**NMR shieldings of 2-aminothiazole with six density functionals**

The table holds isotropic GIAO shieldings of the ring nitrogen and of the protons, calculated with PySCF for the isolated molecule at one fixed geometry and with the pcSseg-2 basis. The program tests whether the protons share a common offset between functionals and whether the nitrogen shielding follows the share of exact exchange. For the four functionals with separate diamagnetic and paramagnetic parts, it also tests whether one factor scales the paramagnetic part of all heavy atoms. The proton offset largely cancels in differences, while the share of exact exchange alone places the nitrogen value poorly. The single factor works within about 4 ppm for the ring carbons and the ring nitrogen, but fails for the amine nitrogen. Sulphur misses by more in ppm, though not in proportion to its larger change. Scaling with the inverse HOMO–LUMO gap gives the wrong sign.

Isotropic GIAO NMR shieldings σ of C3H4N2S (SMILES Nc1nccs1) in the gas phase, calculated with PySCF 2.14.0, density fitting and the pcSseg-2 basis at the PBE0-D3(BJ)/def2-SVP geometry. Atoms are numbered in SMILES order, hydrogens after the heavy atoms; equivalent atoms are averaged. Exact exchange is given by each functional's definition, rounded to whole per cent.

## Script

```python
# Table: isotropic GIAO shieldings (ppm) of 2-aminothiazole, PySCF, six functionals, pcSseg-2, gas phase,
# geometry PBE0-D3(BJ)/def2-SVP. Tested: proton offset model, N3 vs exact exchange,
# Ramsey common scaling of the paramagnetic term, and the rival 1/(HOMO-LUMO gap) scaling.
T = {
    'functional': ['KT2', 'KT3', 'B3LYP', 'B97-D', 'mPW1PW91', 'PBE0'],
    'exx': [0, 0, 20, None, None, 25],  # %
    's_N3': [-19.5, -18.0, -39.4, -26.7, -34.3, -32.9],  # ppm
    's_H7': [26.78, 26.93, 26.98, 27.01, 26.88, 26.81],  # ppm
    's_H9': [24.13, 24.3, 24.27, 24.35, 24.13, 24.07],  # ppm
    's_H10': [24.8, 24.97, 24.96, 25.01, 24.81, 24.75],  # ppm
    'cost': [0.9, 0.8, 0.6, 0.8, 0.5, 0.6],  # core min
}
import numpy as np
F = list(T['functional']); ix = {f: i for i, f in enumerate(F)}
fill = {'B97-D': 0, 'mPW1PW91': 25}  # functional definitions, blank in the table
x = np.array([fill[f] if e is None else e for f, e in zip(F, T['exx'])], float)
N = np.array(T['s_N3'], float); c = np.array(T['cost'], float)
H = np.array([T['s_H7'], T['s_H9'], T['s_H10']], float).T
fm = lambda v, d=2: ' '.join(f'{a:.{d}f}' for a in v)
rms = lambda v: np.sqrt(np.mean(np.square(v)))
print('exx filled from definitions: B97-D 0 %, mPW1PW91 25 %; row order:', ' '.join(F))
print(f'spread ppm: N3 {np.ptp(N):.1f}; H7 H9 H10 {fm(np.ptp(H,axis=0))}; N3/max H {np.ptp(N)/np.ptp(H,axis=0).max():.0f}')
print('rounding: N3 +-0.05, H +-0.005, H differences +-0.01 (rms 0.004) ppm')
off = H.mean(1) - H.mean(); R = H - H.mean(0) - off[:, None]
d79 = H[:, 0] - H[:, 1]; d109 = H[:, 2] - H[:, 1]
pN = np.polyfit(x, N, 1); rN = N - np.polyval(pN, x)
pH = np.polyfit(x, d79, 1); rH = d79 - np.polyval(pH, x)
print('row: exx% | N3-N3(PBE0), N3 line resid | H offset, resid H7 H9 H10 | H7-H9, line resid | H10-H9')
for i, f in enumerate(F):
    print(f'{f}: {x[i]:.0f} | {N[i]-N[ix["PBE0"]]:.1f} {rN[i]:.1f} | {off[i]:.3f} {fm(R[i],3)} | {d79[i]:.2f} {rH[i]:.3f} | {d109[i]:.2f}')
print(f'H offset model: rms {rms(H-H.mean(0)):.3f} -> {rms(R):.3f} ppm, worst {abs(R).max():.3f}; offset range {np.ptp(off):.2f}')
print(f'range H10-H9 {np.ptp(d109):.2f}, H7-H9 {np.ptp(d79):.2f} ppm; H7-H9 hybrids minus GGAs {d79[x>0].mean()-d79[x==0].mean():.3f}')
print(f'H7-H9 = {pH[1]:.3f} + {pH[0]:.4f}*exx%, rms {rms(rH):.3f} ppm')
print(f'N3 = {pN[1]:.1f} + {pN[0]:.2f}*exx%, rms {rms(rN):.1f}, worst {F[abs(rN).argmax()]} {rN[abs(rN).argmax()]:.1f} ppm')
print(f'N3 range at 0% {np.ptp(N[x==0]):.1f}, at 25% {np.ptp(N[x==25]):.1f}; hybrid mean - GGA mean {N[x>0].mean()-N[x==0].mean():.1f} ppm')
print(f'N3 steps: KT3-KT2 {N[ix["KT3"]]-N[ix["KT2"]]:.1f}, B97-D-KT2 {N[ix["B97-D"]]-N[ix["KT2"]]:.1f}, B3LYP-KT2 {N[ix["B3LYP"]]-N[ix["KT2"]]:.1f} ppm')
print(f'cost core min: {c.min():.1f}-{c.max():.1f}; GGA mean {c[x==0].mean():.2f}, hybrid mean {c[x>0].mean():.2f}')
# further outputs of the same runs (four rows only); atoms N1 C2 N3 C4 C5 S6 H9
G = ['KT2', 'B3LYP', 'mPW1PW91', 'PBE0']
dia = np.array([[313.67, 258.21, 322.09, 252.62, 260.9, 1060.734, 28.814], [315.59, 255.37, 323.58, 250.77, 258.22, 1058.293, 30.451],
                [316.48, 256.74, 323.55, 252.19, 259.44, 1058.502, 30.131], [316.92, 256.74, 323.81, 252.31, 259.46, 1058.314, 30.172]])
par = -np.array([[134.14, 240.7, 341.61, 208.68, 186.52, 728.19, 4.68], [138.48, 256.06, 362.97, 220.68, 196.39, 784.73, 6.177],
                 [135.63, 251.97, 357.87, 218.03, 193.11, 763.78, 6.003], [135.17, 250.84, 356.69, 217.29, 192.12, 757.92, 6.101]])
eig = np.array([[-206.61, -29.553, 177.61], [-251.46, -50.278, 183.57], [-247.98, -44.289, 189.31], [-245.63, -42.713, 189.72]])
gap = np.array([5.1102 - 1.0926, 5.9559 - 0.47908, 6.1749 - 0.26102, 6.1575 - 0.24862])
h78 = np.array([27.003 - 26.556, 27.241 - 26.715, 27.128 - 26.618, 27.065 - 26.557])
iso = dia + par
print('four rows:', ' '.join(G), f'; max |dia+para - table| N3 {max(abs(iso[j,2]-N[ix[g]]) for j,g in enumerate(G)):.2f} ppm')
print('gap eV:', fm(gap), '| N3 dia:', fm(dia[:, 2], 1), '| N3 para:', fm(par[:, 2], 1))
print('N3 para ratio to KT2, actual:', fm(par[:, 2]/par[0, 2], 3), '| 1/gap model:', fm(gap[0]/gap, 3))
print('spread ppm N1 C2 N3 C4 C5 S6 H9: total', fm(np.ptp(iso, axis=0), 1))
print('  dia', fm(np.ptp(dia, axis=0), 1), '| para', fm(np.ptp(par, axis=0), 1))
print('KT2 para N1..S6 H9:', fm(par[0], 1))
for j in range(1, 4):
    r = par[j]/par[0]; k = r[:6].mean(); d = iso[j, :6] - iso[0, :6]; res = d - (k - 1)*par[0, :6]
    print(f'{G[j]}/KT2 para ratio N1..S6: {fm(r[:6],3)}; k {k:.3f}; H9 (not fitted, no p shell) {r[6]:.2f}')
    print(f'  total change ppm: {fm(d,1)}; resid of (k-1)*para: {fm(res,1)}')
    print(f'  N3 s11 s22 s33 change: {fm(eig[j]-eig[0],1)}; H9 dia, para change: {dia[j,6]-dia[0,6]:.2f} {par[j,6]-par[0,6]:.2f}')
for nm, v in (('N1-N3', iso[:, 0]-iso[:, 2]), ('C5-C2', iso[:, 4]-iso[:, 1]), ('C5-C4', iso[:, 4]-iso[:, 3])):
    print(f'{nm} ppm: {fm(v,1)}; range all {np.ptp(v):.1f}, hybrids only {np.ptp(v[1:]):.1f}')
print('hybrids-only spread N1 C2 N3 C4 C5 S6 ppm:', fm(np.ptp(iso[1:, :6], axis=0), 1))
print('two amine protons, H7-H8 before averaging, ppm:', fm(h78))
assert np.ptp(N) > 50*np.ptp(H, axis=0).max() and np.ptp(d109) < 0.04
assert F[N.argmin()] == 'B3LYP' and N[x > 0].max() < N[x == 0].min()
assert (par[1:, :6]/par[0, :6] > 1).all() and (gap[1:] > gap[0]).all()
assert d79[x > 0].min() > d79[x == 0].max()
```

Output:

```
exx filled from definitions: B97-D 0 %, mPW1PW91 25 %; row order: KT2 KT3 B3LYP B97-D mPW1PW91 PBE0
spread ppm: N3 21.4; H7 H9 H10 0.23 0.28 0.26; N3/max H 76
rounding: N3 +-0.05, H +-0.005, H differences +-0.01 (rms 0.004) ppm
row: exx% | N3-N3(PBE0), N3 line resid | H offset, resid H7 H9 H10 | H7-H9, line resid | H10-H9
KT2: 0 | 13.4 2.3 | -0.093 -0.025 0.015 0.010 | 2.65 0.004 | 0.67
KT3: 0 | 14.9 3.8 | 0.070 -0.038 0.022 0.017 | 2.63 -0.016 | 0.67
B3LYP: 20 | -6.5 -6.2 | 0.073 0.008 -0.012 0.003 | 2.71 -0.011 | 0.69
B97-D: 0 | 6.2 -4.9 | 0.127 -0.015 0.015 -0.000 | 2.66 0.014 | 0.66
mPW1PW91: 25 | -1.4 1.8 | -0.057 0.038 -0.022 -0.017 | 2.75 0.010 | 0.68
PBE0: 25 | 0.0 3.2 | -0.120 0.032 -0.018 -0.013 | 2.74 -0.000 | 0.68
H offset model: rms 0.096 -> 0.021 ppm, worst 0.038; offset range 0.25
range H10-H9 0.03, H7-H9 0.12 ppm; H7-H9 hybrids minus GGAs 0.087
H7-H9 = 2.646 + 0.0038*exx%, rms 0.011 ppm
N3 = -21.8 + -0.57*exx%, rms 4.0, worst B3LYP -6.2 ppm
N3 range at 0% 8.7, at 25% 1.4; hybrid mean - GGA mean -14.1 ppm
N3 steps: KT3-KT2 1.5, B97-D-KT2 -7.2, B3LYP-KT2 -19.9 ppm
cost core min: 0.5-0.9; GGA mean 0.83, hybrid mean 0.57
four rows: KT2 B3LYP mPW1PW91 PBE0 ; max |dia+para - table| N3 0.02 ppm
gap eV: 4.02 5.48 5.91 5.91 | N3 dia: 322.1 323.6 323.6 323.8 | N3 para: -341.6 -363.0 -357.9 -356.7
N3 para ratio to KT2, actual: 1.000 1.063 1.048 1.044 | 1/gap model: 1.000 0.734 0.679 0.680
spread ppm N1 C2 N3 C4 C5 S6 H9: total 4.6 18.2 19.9 13.8 12.5 59.0 0.2
  dia 3.2 2.8 1.7 1.8 2.7 2.4 1.6 | para 4.3 15.4 21.4 12.0 9.9 56.5 1.5
KT2 para N1..S6 H9: -134.1 -240.7 -341.6 -208.7 -186.5 -728.2 -4.7
B3LYP/KT2 para ratio N1..S6: 1.032 1.064 1.063 1.058 1.053 1.078; k 1.058; H9 (not fitted, no p shell) 1.32
  total change ppm: -2.4 -18.2 -19.9 -13.8 -12.5 -59.0; resid of (k-1)*para: 5.3 -4.3 -0.1 -1.8 -1.8 -16.9
  N3 s11 s22 s33 change: -44.8 -20.7 6.0; H9 dia, para change: 1.64 -1.50
mPW1PW91/KT2 para ratio N1..S6: 1.011 1.047 1.048 1.045 1.035 1.049; k 1.039; H9 (not fitted, no p shell) 1.28
  total change ppm: 1.3 -12.7 -14.8 -9.8 -8.0 -37.8; resid of (k-1)*para: 6.6 -3.3 -1.4 -1.6 -0.8 -9.4
  N3 s11 s22 s33 change: -41.4 -14.7 11.7; H9 dia, para change: 1.32 -1.32
PBE0/KT2 para ratio N1..S6: 1.008 1.042 1.044 1.041 1.030 1.041; k 1.034; H9 (not fitted, no p shell) 1.30
  total change ppm: 2.2 -11.6 -13.4 -8.9 -7.0 -32.1; resid of (k-1)*para: 6.8 -3.3 -1.6 -1.8 -0.6 -7.1
  N3 s11 s22 s33 change: -39.0 -13.2 12.1; H9 dia, para change: 1.36 -1.42
N1-N3 ppm: 199.1 216.5 215.2 214.6; range all 17.4, hybrids only 1.9
C5-C2 ppm: 56.9 62.5 61.6 61.4; range all 5.7, hybrids only 1.1
C5-C4 ppm: 30.4 31.7 32.2 32.3; range all 1.9, hybrids only 0.6
hybrids-only spread N1 C2 N3 C4 C5 S6 ppm: 4.6 6.6 6.5 4.9 5.5 26.8
two amine protons, H7-H8 before averaging, ppm: 0.45 0.53 0.51 0.51
```
